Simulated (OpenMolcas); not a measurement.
AlSiH4O (SMILES [AlH][O][SiH3]): methods side by side

AlSiH4O: 7 atoms, total charge 0, spin state doublet. SMILES: `[AlH][O][SiH3]`. Geometry: relaxed at PBE0-D4/def2-TZVP. This is one conformer, not always the lowest.

```jsonl
{"atom": "Al", "x (Å)": "-1.6437", "y (Å)": "-1.5037", "z (Å)": "-0.2011"}
{"atom": "O", "x (Å)": "-0.4030", "y (Å)": "-0.3686", "z (Å)": "-0.0473"}
{"atom": "Si", "x (Å)": "0.8709", "y (Å)": "0.5674", "z (Å)": "0.3358"}
{"atom": "H", "x (Å)": "-2.5801", "y (Å)": "-1.3528", "z (Å)": "-1.5002"}
{"atom": "H", "x (Å)": "1.2044", "y (Å)": "1.4636", "z (Å)": "-0.8027"}
{"atom": "H", "x (Å)": "0.5549", "y (Å)": "1.4012", "z (Å)": "1.5262"}
{"atom": "H", "x (Å)": "2.0578", "y (Å)": "-0.2752", "z (Å)": "0.6435"}
```

Each level gives the dipole moment (D). The values are calculated.

```
               level           kind     program  value (D)  CPU time
     UHF/aug-cc-pVDZ   Hartree–Fock  OpenMolcas       0.78      17 s
U-revPBE/aug-cc-pVDZ            GGA  OpenMolcas       0.62      59 s
    UPBE/aug-cc-pVDZ            GGA  OpenMolcas       0.60      65 s
U-r2SCAN/aug-cc-pVDZ       meta-GGA  OpenMolcas       0.65      66 s
  UM06-L/aug-cc-pVDZ       meta-GGA  OpenMolcas       0.58      66 s
  UB3LYP/aug-cc-pVDZ  global hybrid  OpenMolcas       0.71      57 s
  UBHLYP/aug-cc-pVDZ  global hybrid  OpenMolcas       0.77      56 s
   UPBE0/aug-cc-pVDZ  global hybrid  OpenMolcas       0.66      52 s
```

The values span 0.58 to 0.78 D. Magnitudes only. Times are those of the runs behind each value, whatever else they computed, on shared processors of several kinds: orders of magnitude only.

The dipole is small at every level, although the Al–O and Si–O bonds are both strongly polar. The geometry explains this: the Al–O–Si unit is nearly linear, so the two bond dipoles, each with its negative end on oxygen, largely oppose one another. What remains is a residual to which the bent, hydridic Al–H bond and the unpaired electron, probably in an s–p hybrid lobe on aluminium, should contribute appreciably. Modest shifts in charge distribution can therefore change the total by a noticeable fraction.

The four semilocal functionals give 0.58 to 0.65 D, below all the hybrids and Hartree–Fock, possibly because exact exchange leaves the bonds more ionic. The dipole does not follow the exact-exchange fraction strictly, however: PBE0 lies below B3LYP despite its larger share, so the rest of the functional matters too. The results support a weakly polar molecule built from strongly polar bonds, but without a correlated wavefunction reference they do not establish which functional describes that balance best.
